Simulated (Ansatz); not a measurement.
From BH3 to B(NH2)3: predicting a member

On one B centre, n of the H ligands are replaced by NH2. The vertical ionisation energy y in eV at wB97X-V/def2-TZVPP. Shapes, held fixed at every level: PBE0-D4/def2-TZVP. Programs: Ansatz 0.2.0.

```
molecule  n  y (eV)
     BH3  0   13.18
BH2(NH2)  1       ?
BH(NH2)2  2    9.42
 B(NH2)3  3    9.09
```

Fit y = c + s·n to the known rows and predict BH2(NH2).


1. Means of the 3 rows: n = 1.66667, y = 10.563.
2. Σ(Δn)² = 4.6667, Σ(Δn·Δy) = -6.7067, so the slope is -6.7067/4.6667 = -1.4371.
3. Intercept: 10.563 − (-1.4371) × 1.66667 = 12.958. The largest residual of the fit is 0.66.
4. BH2(NH2): 12.958 + (-1.4371) × 1 = 11.52 eV.

The run gave 11.37 eV, so the prediction is off by +0.15 eV, within the scatter of the fit. The steps per swap are uneven (-1.81, -1.95, -0.33), so a line is a poor model. Other levels give for BH2(NH2): PBE-D4/def2-TZVPP 11.24; r2SCAN-D4/def2-TZVPP 11.25; B3LYP-D4/def2-TZVPP 11.42 eV. Cations run unrestricted.

Each amino group lowers the ionisation energy, but the third does far less than the first two, which fits a change in the orbital being ionised. In BH3 the electron leaves a B–H σ bonding orbital. With one NH2 it probably comes from the nitrogen lone pair, which lies higher even though donation into the empty boron p orbital stabilises it. Two lone pairs form an in-phase combination that interacts with boron and an out-of-phase one with a node there. The latter misses this stabilisation, which suggests why the second step is as large as the first. A third amino group adds another donor, but the highest π combinations still have essentially no boron p character, so little further lowering is expected.

The two large steps thus probably have different origins, and the close prediction for BH2(NH2) owes much to their similar size. It doesn't support a constant, transferable shift per amino group. Nor do these vertical energies show how far the cations would relax after ionisation.
